Dear colleague,

The "effective bond order" (EBO) that Roos and co-workers attach to multiple metal–metal bonds is half the difference between the occupations of a bonding natural orbital and its antibonding partner. For one electron pair it has a closed form. I derive it below, prove the bound on its sum over pairs, say where it fails, and put numbers on the $\delta$ pairs of Cr$_2$. Energies are in eV and lengths in Å.

**Premises**

1. The nuclei are fixed, the Hamiltonian is spin-free, and the molecule is homonuclear.
2. Two electrons in a singlet are confined to two real orthonormal orbitals, $b$ (bonding) and $a$ (antibonding), of opposite inversion parity. For a $\delta$ pair $b$ is $\delta_g$ and $a$ is $\delta_u$, both of $xy$ type or both of $x^2-y^2$ type.
3. All other electrons act on the pair only through a mean field, included in the one-electron operator $h$.

Repulsion integrals are written $(pq|rs)=\iint p(1)q(1)\,\frac{e^2}{4\pi\varepsilon_0 r_{12}}\,r(2)s(2)$, with $J_{pq}=(pp|qq)$ and $K\equiv K_{ab}=(ab|ab)$.

**Step 1: the two configurations**

A two-electron singlet has a symmetric spatial function. Two orbitals give three: $b(1)b(2)$, $a(1)a(2)$ and $b(1)a(2)+a(1)b(2)$. The first two are gerade, and the third is ungerade and cannot mix with them. A normalised real gerade singlet is therefore

$$\Psi=\cos t\; b^2-\sin t\; a^2, \tag{1}$$

where $b^2$ means $b(1)b(2)$ times the singlet spin function. The minus sign is a convention that makes $t$ positive in the ground state.

**Step 2: matrix elements**

With $H=h(1)+h(2)+e^2/4\pi\varepsilon_0r_{12}$, the diagonal elements are $E_b=2h_{bb}+J_{bb}$ and $E_a=2h_{aa}+J_{aa}$. In the off-diagonal element each one-electron term carries a factor $\langle b|a\rangle=0$ from the other electron, which leaves $\langle b^2|H|a^2\rangle=(ba|ba)=K$. This is the Coulomb self-repulsion of the distribution $ab$, so $K>0$. Define the diagonal gap and the mean,

$$D=E_a-E_b=2(h_{aa}-h_{bb})+J_{aa}-J_{bb},\qquad \bar E=\tfrac12(E_a+E_b). \tag{2}$$

$D$ is a difference of two-electron configuration energies. It is neither an orbital energy gap nor an optical transition energy. I take $D\ge0$, which is what calling $b$ bonding is meant to imply.

**Step 3: the mixing angle**

From (1), $E(t)=E_b\cos^2t+E_a\sin^2t-2K\sin t\cos t$. Inserting $\cos^2t=\frac12(1+\cos2t)$, $\sin^2t=\frac12(1-\cos 2t)$ and $2\sin t\cos t=\sin 2t$ gives

$$E(t)=\bar E-\tfrac12D\cos2t-K\sin2t. \tag{3}$$

Put $\Omega=\sqrt{D^2+4K^2}$ and define $\varphi$ by $D=\Omega\cos\varphi$, $2K=\Omega\sin\varphi$, with $0<\varphi\le\pi/2$. Then $E(t)=\bar E-\frac12\Omega\cos(2t-\varphi)$, which is lowest at $2t=\varphi$:

$$\tan2t=\frac{2K}{D},\qquad \cos 2t=\frac{D}{\Omega},\qquad \sin 2t=\frac{2K}{\Omega},\qquad E_0=\bar E-\tfrac12\Omega. \tag{4}$$

The other stationary point, $2t=\varphi+\pi$, is the upper root $\bar E+\frac12\Omega$.

**Step 4: occupations and bond order**

The configurations $b^2$ and $a^2$ differ in both electrons, so no one-electron operator connects them, and moving one electron between $b$ and $a$ produces the ungerade function, which is orthogonal to $\Psi$. The one-particle density matrix is thus diagonal in $b$ and $a$. They are the natural orbitals, with $n_b=2\cos^2t$, $n_a=2\sin^2t$ and $n_b+n_a=2$. Hence

$$\mathrm{EBO}=\frac{n_b-n_a}{2}=\cos^2t-\sin^2t=\cos2t=\frac{D}{\sqrt{D^2+4K^2}}. \tag{5}$$

Only the ratio $x=D/2K$ enters: $\mathrm{EBO}=x/\sqrt{1+x^2}$, with derivative $(1+x^2)^{-3/2}>0$. Inverting, $x=\mathrm{EBO}/\sqrt{1-\mathrm{EBO}^2}$. Expanding the root gives $\mathrm{EBO}\approx1-2K^2/D^2$ for $D\gg 2K$ and $\mathrm{EBO}\approx D/2K$ for $D\ll 2K$. Since $K>0$, the value 1 is approached but never reached. Also $n_a=1-\mathrm{EBO}$.

**Step 5: atomic meaning of $D$ and $K$, and dissociation**

Define $A=(b+a)/\sqrt2$ and $B=(b-a)/\sqrt2$. They are orthonormal, are exchanged (up to a common sign) by inversion, and become atomic orbitals at large distance $R$. Let $U=(AA|AA)=(BB|BB)$, $V=(AA|BB)$, $L=(AA|AB)=(BB|AB)$ and $X=(AB|AB)$. Because $ab=\frac12(A^2-B^2)$,

$$K=\tfrac14(2U-2V)=\tfrac12(U-V). \tag{6}$$

The orbital densities are $\frac12(A^2+B^2\pm2AB)$, upper sign for $b$, so $J_{bb},J_{aa}=\frac12(U+V)+X\pm2L$, and $h_{bb},h_{aa}=h_{AA}\pm h_{AB}$. Equation (2) becomes

$$D=-4(h_{AB}+L)\equiv4\tau, \tag{7}$$

with $\tau$ the effective resonance integral. No integral has been dropped in (6) and (7). As $R\to\infty$ the product $AB$ vanishes everywhere, so $\tau\to0$, while $V\to e^2/4\pi\varepsilon_0R\to0$ and $K\to U/2$ stays finite. Thus $x\to 0$, $t\to45^\circ$, $n_b,n_a\to1$ and $\mathrm{EBO}\to0$.

In valence-bond terms, take the covalent function $C=(AB+BA)/\sqrt2$ and the ionic function $Q=(AA+BB)/\sqrt2$, the first letter holding electron 1. Multiplying out, $b^2=(Q+C)/\sqrt2$ and $a^2=(Q-C)/\sqrt2$, so $\Psi=[(\cos t+\sin t)\,C+(\cos t-\sin t)\,Q]/\sqrt2$ and the covalent weight is $w_C=\frac12(1+\sin2t)$. A falling EBO is the removal of ionic terms, each electron retiring to its own atom.

The triplet $(AB-BA)/\sqrt2$ has energy $2h_{AA}+V-X$, and $\bar E=2h_{AA}+\frac12(U+V)+X$. With (4) and (6), the singlet–triplet gap of the pair is

$$\Delta=\tfrac12\Omega-K-2X. \tag{8}$$

**Step 6: several pairs and the bound**

Take $M$ pairs in mutually orthogonal orbitals, and the antisymmetrised product of $M$ functions of type (1), which is the perfect-pairing wave function. Each pair is a singlet, so the interaction of pairs $p$ and $q$ is $\sum_{i\in p}\sum_{j\in q}n_in_j(J_{ij}-\frac12K_{ij})$. This is linear in the occupations of $p$, and so it shifts only $E_b$ and $E_a$ of that pair. Equations (3) to (5) hold for each pair, with $D_p$ determined self-consistently, and

$$\mathrm{EBO}_{\rm tot}=\sum_{p=1}^M\cos2t_p=M-\sum_p n_{a,p}<M. \tag{9}$$

$M$ is the formal bond order of the configuration with every $b$ full and every $a$ empty.

The bound does not need pairing. Put $N$ electrons into $M$ bonding and $M$ antibonding natural orbitals in any correlated state. A spin-orbital number operator has eigenvalues 0 and 1, so $0\le n\le2$. With $\sum n_b+\sum n_a=N$, $\mathrm{EBO}_{\rm tot}=\sum n_b-N/2$, and $\sum n_b\le\min(N,2M)$ gives $\mathrm{EBO}_{\rm tot}\le\min(N/2,\;2M-N/2)$. The right side is the formal bond order provided the reference configuration fills all bonding orbitals before any antibonding one. Cr$_2$, with $N=12$ and $M=6$, meets this condition, and its bound is 6. C$_2$ does not: $2\sigma_u$ is full while $3\sigma_g$ is empty, mixing $2\sigma_u^2$ with $3\sigma_g^2$ moves electrons from an orbital counted as antibonding into one counted as bonding, and the sum can exceed the formal value 2.

**Range of validity**

(i) Equation (5) is exact for two electrons in two orbitals. The definition $(n_b-n_a)/2$ survives in larger active spaces, but the closed form in $D$ and $K$ does not.

(ii) In a heteronuclear bond the symmetric $2\times2$ coefficient matrix of the singlet can still be diagonalised, which removes the $ba$ term, but $b$, $a$, $D$ and $K$ then refer to the natural orbitals. If these polarise onto opposite atoms, $n_b\to2$ signals an ion pair and not a covalent bond.

(iii) Orbitals outside the pair space screen the ionic terms, which lowers the effective $U-V$ and raises the EBO.

(iv) Perfect pairing omits spin coupling between pairs. On a metal atom the exchange integral $J_H$ between two different $d$ orbitals favours parallel spins, through $H'=-2J_H(\mathbf s_{1A}\cdot\mathbf s_{2A}+\mathbf s_{1B}\cdot\mathbf s_{2B})$ for pairs 1 and 2. Four spins have two singlets. Coupled atom by atom (both atoms triplet, or both singlet) they are eigenstates of $H'$, at $-2J_H(\frac14+\frac14)=-J_H$ and $-2J_H(-\frac34-\frac34)=+3J_H$. Coupled pair by pair they are $CC$ and $TT$, two pair triplets combined to zero total spin. $H'$ averages to zero in $CC$, because every spin component has zero mean in a pair singlet. The trace then gives $\langle TT|H'|TT\rangle=2J_H$, and the determinant $-3J_H^2$ gives a coupling of magnitude $\sqrt3J_H$. The amplitude of $CC$ in the product of two equivalent pair ground states is $w_C$, and $H'$ annihilates ionic terms. The product therefore couples by $W=\sqrt3J_Hw_C$ to $TT$, which lies $G=2\Delta+2J_H$ higher. Step 3 applies again with $D\to G$ and $K\to W$. The weight of $TT$ is $p=\frac12\left(1-G/\sqrt{G^2+4W^2}\right)$, and the energy falls by $\frac12\left(\sqrt{G^2+4W^2}-G\right)$. In $TT$, $n_b=n_a=1$, and no one-electron operator links it to the product, so each EBO is multiplied by $1-p$. Equation (5) requires $W\ll G$.

(v) The EBO is not an observable and carries no energy scale. It depends on the active space and on $R$, and it is not proportional to a bond energy or force constant.

**Illustration: the $\delta$ pairs of Cr$_2$**

The formal configuration is $(4s\sigma_g)^2(3d\sigma_g)^2(3d\pi_u)^4(3d\delta_g)^4$. All inputs are illustrative. I take a typical bond length $R\approx1.68$ Å and the point-charge estimate $V=14.40/1.68=8.57$ eV. An approximate unscreened $3d$ repulsion $U\approx20.6$ eV gives $K=6.0$ eV by (6), used for all five $d$ pairs. For the diffuse $4s$ pair I assume $K=1.5$ eV. The gaps $D$ follow the order of overlap, $\sigma>\pi>\delta$, and were chosen so that the total comes out near 3.5. The total is therefore fitted and tests nothing.

| pair | number | $D$ (eV) | $K$ (eV) | $n_b$ | $n_a$ | EBO |
|---|---|---|---|---|---|---|
| $4s\sigma$ | 1 | 6.0 | 1.5 | 1.89 | 0.11 | 0.89 |
| $3d\sigma$ | 1 | 12.0 | 6.0 | 1.71 | 0.29 | 0.71 |
| $3d\pi$ | 2 | 10.0 | 6.0 | 1.64 | 0.36 | 0.64 |
| $3d\delta$ | 2 | 4.0 | 6.0 | 1.32 | 0.68 | 0.32 |

For a $\delta$ pair, $\tau=1.0$ eV, $\tan2t=3$, $t=35.8^\circ$, $\Omega=12.65$ eV and $\mathrm{EBO}=0.316$. The third figure is kept only to carry the arithmetic. The weak-bond limit $D/2K=0.33$ is close, whereas the perturbative form $1-2K^2/D^2$ returns $-3.5$, which is meaningless. The covalent weight is $w_C=0.974$, so the pair is nearly two spins, one on each atom.

The model's total is 3.5 against the formal 6. By (9), 2.5 electrons occupy antibonding orbitals, and 1.4 of them belong to the two $\delta$ pairs, which together supply a bond order of 0.63 in place of 2. The weight of the formal configuration is $\prod_p\cos^2t_p=0.24$.

Stretch the bond by 10 per cent, to 1.85 Å, and assume the approximate $d$–$d$ scaling $\tau\propto R^{-5}$. Then $D=2.48$ eV, $V=7.79$ eV, $K=6.4$ eV, and the $\delta$ EBO drops to 0.19. If instead screening reduced $K$ to an assumed 4.0 eV at the original distance, it would rise to 0.45.

The coupling (iv) is not small. With $X$ neglected, (8) gives $\Delta=0.325$ eV, and a positive $X$ would lower $\Delta$ and strengthen what follows. The exchange integral between $d_{xy}$ and $d_{x^2-y^2}$ is the Racah parameter $C$, typically about 0.4 eV for Cr. Then $G=1.45$ eV, $W=0.675$ eV and $p=0.134$. The energy falls by 0.27 eV, comparable with $\Delta$ itself, and each $\delta$ EBO falls to 0.27. This counts one partner pair out of five. At long range these couplings must build the ${}^7S$ atoms, which a product of singlet pairs cannot do. For Cr$_2$, read $D/2K$ as an effective ratio and trust one significant figure.

As typical knowledge and not as measurement, multiconfigurational totals quoted for Cr$_2$ run from about 3.5 to about 4.5, and occupations typical of the upper end near the short minimum give roughly 0.6 per $\delta$ pair. The model sits at the low end, and its $\delta$ value lies nearly a factor of two below that figure, which by inversion of (5) would need $x=0.75$, or $D=9.0$ eV at the same $K$.

A system closer to the premises is the $\pi$ pair of a symmetric (unbuckled) dimer on Si(100), a single weak pair beside strong $\sigma$ bonds. Inputs $D=3.0$ eV and $K=1.5$ eV, chosen to reproduce the typical antibonding occupation of about 0.3, give the model values $n_a=0.29$ and $\mathrm{EBO}=0.71$ for that pair. Buckling makes the two atoms inequivalent and brings caveat (ii) into play.